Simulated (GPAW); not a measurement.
# Static electronic dielectric constant of LiNbO₃ along x: LDA and PBE response under changes of kernel, k mesh, band count, local-field cutoff and scissors shift

The usual rule of thumb is that the k mesh is the first thing to converge in a dielectric constant, and that the number of empty bands matters less. I test it here on LiNbO₃, a crystal used in optical modulators and frequency doublers, where ε∞ sets the refractive index well below the absorption edge. The quantity is the electronic response at zero frequency to a field along x, with the ions clamped in the measured cell. My reference is the LDA run at the RPA level with a 6×6×6 mesh, 68 bands and a 60 eV local-field cutoff, which gives 4.93. The table has no measured value, so I can rank the settings by their effect but not by their nearness to experiment. The response along z is not shown either, which leaves the anisotropy open.

## Systems and settings

The measured cell of a diffraction database, fixed. GPAW 26.7.0, plane waves with PAW (cutoff 450 eV), no spin polarisation, no spin-orbit coupling, clamped ions. Each name gives functional, response level, k mesh, size of the sum over states, local-field cutoff and any scissors shift of the empty bands; line broadening 0.1 eV. The smallest direct gap met on these meshes is 3.53 eV. The runs were spread over Intel(R) Xeon(R) 6975P-C (Granite Rapids) and Intel(R) Xeon(R) Platinum 8259CL CPU @ 2.50GHz (Skylake/Cascade Lake), shared with other work, so times are rough and not strictly comparable between rows.

Notes on method and selection:

- Meshes coarser than about 0.2 1/Å can put ε∞ too high by tens of per cent where the direct gap is small.
- Runs that did not converge, have known faults or may not be shown are not listed, and runs on Ansatz's PAW sets soft_1 and soft_2 are kept to separate tables.

Columns:

- bands: bands in the sum.
- scissors (eV): scissors shift.
- k spacing (1/Å): k-point spacing.
- ε∞: real dielectric constant at zero frequency, field along x.
- cost (core-s): processor time of the response step.

## Data

| member | bands | local-field cutoff (eV) | scissors (eV) | k spacing (1/Å) | ε∞ | cost (core-s) |
| --- | --- | --- | --- | --- | --- | --- |
| LDA, ALDA, 6×6×6, 68 bands, 60 eV | 68 | 60 | 0 | 0.25 | 5.01 | 59 |
| LDA, Bootstrap, 6×6×6, 68 bands, 60 eV, scissors 1 eV | 68 | 60 | 1 | 0.25 | 5.16 | 32 |
| LDA, RPA, 3×3×3, 68 bands, 60 eV | 68 | 60 | 0 | 0.49 | 4.92 | 9.4 |
| LDA, RPA, 6×6×6, 68 bands, 60 eV, scissors 1 eV | 68 | 60 | 1 | 0.25 | ? | 31 |
| PBE, RPA, 6×6×6, 68 bands, 60 eV | 68 | 60 | 0 | 0.25 | 4.81 | 57 |
| LDA, RPA, 6×6×6, 44 bands, 60 eV | 44 | 60 | 0 | 0.25 | 4.24 | 17 |
| LDA, RPA, 6×6×6, 68 bands, 60 eV | 68 | 60 | 0 | 0.25 | 4.93 | 35 |
| LDA, RPA, 6×6×6, 68 bands, 120 eV | 68 | 120 | 0 | 0.25 | 4.85 | 77 |
| LDA, RPA, 6×6×6, 68 bands, 20 eV | 68 | 20 | 0 | 0.25 | ? | 26 |

Cells marked ? are withheld until the estimate has been made.

## Interpretation

The rule fails for this crystal. Going from 3×3×3 to 6×6×6 moves ε∞ from 4.92 to 4.93, while going from 44 to 68 bands moves it from 4.24 to 4.93, a rise of 0.69. Both meshes are coarser than the spacing of 0.2 1/Å above which large errors can appear, but those errors belong to small direct gaps. Here the smallest gap met is 3.53 eV, so no energy denominator comes near zero and the integrand varies gently across the zone.

The band count matters because, at zero frequency, every transition to an empty band adds to the bare polarisability with the same sign. The 24 extra bands bring 0.69 / 24 = 0.029 each on average. Most of the 44 bands in the shorter sum are filled, so its empty bands include little more than the Nb 4d states. Most of the higher states are then missing. No run shown here goes beyond 68 bands, so 4.93 may still be too low on this count.

The other settings act more weakly. Raising the local-field cutoff from 60 to 120 eV lowers ε∞ by 4.93 − 4.85 = 0.08, because finer ripples of the induced charge are allowed to oppose the field. The ALDA kernel raises it by 5.01 − 4.93 = 0.08, as an attractive exchange-correlation term should. PBE gives 0.12 less than LDA in the same cell; a slightly wider PBE gap would have that sign, but gaps by functional are not shown.

The Bootstrap run changes two things at once. Its scissors shift must lower ε∞, yet the result is 5.16, so the kernel alone raises it by more than 5.16 − 4.93 = 0.23.

Unconverged runs are not listed, so the table says nothing about how often a given setting fails.

## Estimating the withheld member

Plain estimates from the members shown:

- LDA, RPA, 6×6×6, 68 bands, 60 eV, scissors 1 eV, mean of the 7 members shown: 4.85 , standard deviation 0.27
- LDA, RPA, 6×6×6, 68 bands, 20 eV, mean of the 7 members shown: 4.85 , standard deviation 0.27

Each withheld run differs from the 4.93 reference in one setting, so I start from related rows and not from the mean of 4.85.

For the 20 eV cutoff I assume that the remaining local-field error falls as 1/E. The step from 60 to 120 eV fixes the constant: 0.08 / (1/60 − 1/120) = 9.6 eV. Then 9.6 × (1/20 − 1/60) = 0.32, and 4.93 + 0.32 = 5.25. A logarithmic law would give a rise of 0.08 × ln 3 / ln 2 = 0.13. An E^(−3/2) law, with 3^(3/2) = 5.196 and 2^(−3/2) = 0.354, would give 0.08 × (5.196 − 1) / (1 − 0.354) = 0.52. Taking these as outer limits of a flat distribution, the standard deviation is (0.52 − 0.13) / √12 = 0.11.

For the scissors run I undo the Bootstrap kernel in the row at 5.16. Its long-range part is −αv, with v the Coulomb interaction, α = 1/[ε(ε₀ − 1)] and ε₀ the RPA dielectric constant without local fields. Such a kernel gives ε − 1 = (ε_RPA − 1)/[1 − α(ε_RPA − 1)], which rearranges to ε_RPA − 1 = (ε − 1)(1 − r/ε) with r = (ε_RPA − 1)/(ε₀ − 1). I take r from the unshifted runs and let the 20 eV estimate stand in for ε₀, so r = (4.93 − 1) / (5.25 − 1) = 0.925. This gives (5.16 − 1) × (1 − 0.925/5.16) = 3.41, hence 4.41.

As a check, a shift of 1 eV scales ε − 1 by about E/(E + 1). The ratio 3.41 / (4.93 − 1) = 0.87 implies a mean transition energy E near 7 eV, sensibly above the 3.53 eV gap. Setting r = 1 would lower the result by 0.06; I allow as much again for the neglected short-range part, which in quadrature makes 0.08.

**Committed estimate, LDA, RPA, 6×6×6, 68 bands, 60 eV, scissors 1 eV: ε∞ = 4.41 ± 0.08.**  
**Committed estimate, LDA, RPA, 6×6×6, 68 bands, 20 eV: ε∞ = 5.25 ± 0.11.**

## The answer

| member | bands | local-field cutoff (eV) | scissors (eV) | k spacing (1/Å) | ε∞ | cost (core-s) |
| --- | --- | --- | --- | --- | --- | --- |
| LDA, RPA, 6×6×6, 68 bands, 60 eV, scissors 1 eV | 68 | 60 | 1 | 0.25 | 4.44 | 31 |
| LDA, RPA, 6×6×6, 68 bands, 20 eV | 68 | 20 | 0 | 0.25 | 5.09 | 26 |

| member | estimate | ε∞ | computed | estimate − computed | miss in error bars |
| --- | --- | --- | --- | --- | --- |
| LDA, RPA, 6×6×6, 68 bands, 60 eV, scissors 1 eV | committed | 4.41 | 4.44 | −0.03 | 0.4 |
| LDA, RPA, 6×6×6, 68 bands, 60 eV, scissors 1 eV | mean | 4.85 | 4.44 | +0.41 |  |
| LDA, RPA, 6×6×6, 68 bands, 20 eV | committed | 5.25 | 5.09 | +0.16 | 1.5 |
| LDA, RPA, 6×6×6, 68 bands, 20 eV | mean | 4.85 | 5.09 | −0.24 |  |

The scissors estimate, 4.41 ± 0.08, lies within its error bar of the computed 4.44, where the mean of the shown members misses by 0.41. The cutoff estimate, 5.25 ± 0.11, is too high by 0.16, or 1.5 error bars, though still nearer than the mean, which is too low by 0.24.

Removing the Bootstrap kernel by its long-range part worked. The result hardly depends on the poor 20 eV estimate that I fed into it: with the computed 5.09 in its place r becomes (4.93 − 1) / (5.09 − 1) = 0.961, and the same formula gives 1 + (5.16 − 1) × (1 − 0.961/5.16) = 4.39.

The 1/E law for the local fields failed. It promised a rise of 0.32 between 60 and 20 eV, and the computed rise is 5.09 − 4.93 = 0.16, close to the 0.13 of the logarithmic law. I had fixed the constant from a single step, which cannot fix the exponent as well. Per doubling of the cutoff, ε∞ falls by 0.16 × ln 2 / ln 3 = 0.10 between 20 and 60 eV and by 0.08 between 60 and 120 eV. The steps shrink so slowly that 120 eV cannot be taken as converged.

## Exceptions

Measured from the LDA-RPA reference at 4.93, the run with 44 bands lies farthest away, at 4.24 − 4.93 = −0.69. Its sum stops early and drops transitions that all add to the static response, so the departure has the expected sign and is a truncation error.

The RPA run with a 1 eV scissors shift comes next, at 4.44 − 4.93 = −0.49. Wider energy denominators weaken every transition, and the size fits a mean transition energy of about 7 eV. The same scaling tests my suggestion that a wider gap puts PBE 0.12 below LDA. That would take a widening of 7 × 0.12 / (4.81 − 1) = 0.22 eV. The PBE gap, which the table does not list, is indeed wider, but by much less than this. The gap therefore explains only a small part of the difference, and the table does not show where the rest comes from.

The Bootstrap run stands only 0.23 above the reference, but this hides two large effects of opposite sign. Against the RPA run with the same scissors shift, the kernel raises ε∞ by 5.16 − 4.44 = 0.72. That is as large as the effect of the band count, which I had ranked first before this comparison was available. The kernel acts as a long-range attraction between electron and hole, which strengthens the response. With r set to 1, its long-range part alone would multiply ε∞ − 1 by 1 / (1 − 1/5.16) = 1.24, and the table gives (5.16 − 1) / (4.44 − 1) = 1.21.

## Price of accuracy

The finer k mesh is the poorest purchase here. It raises the cost of the response step by a factor of 35 / 9.4 = 3.7 and changes ε∞ by 0.01. Doubling the local-field cutoff from 60 to 120 eV costs a factor of 77 / 35 = 2.2 and changes the result by 0.08. Going from 44 to 68 bands costs about a factor of two and changes it by 0.69. These factors cover the response step alone. The ground state and the bands on the chosen mesh have to be computed first, and their time is not counted here, so the factors for a whole calculation can differ.

The PBE and LDA runs at equal settings took 57 and 35 core-s for much the same work, which suggests how far the shared machines scatter the times. I would therefore test more bands and higher cutoffs on the 3×3×3 mesh, and keep the 6×6×6 mesh for a final check.

## Summary

For this cell and field direction, the band count, the scissors shift and the Bootstrap kernel each move ε∞ by about 0.5 to 0.7, while the other changes tried move it by 0.16 or less. More bands raise the value and a higher cutoff lowers it, so the errors left in the reference partly cancel.

A scissors shift Δ between 0 and 1 eV can be estimated at the RPA level by scaling ε∞ − 1 with 7.0 / (7.0 + Δ), where the mean transition energy in eV follows from the computed 1 eV shift as (4.44 − 1) / (4.93 − 4.44) = 7.0. For 0.5 eV this gives (4.93 − 1) × 7.0 / (7.0 + 0.5) = 3.67, hence ε∞ = 3.67 + 1 = 4.67. The full 1 eV shift lowers the refractive index from √4.93 = 2.22 to √4.44 = 2.11, which matters in optical design.

The omitted effect that exceeds the whole spread of the table is the motion of the ions. In a field slow enough for the lattice to follow, it adds roughly some tens to the dielectric constant, so these values apply to optical frequencies below the gap and not to a capacitor.
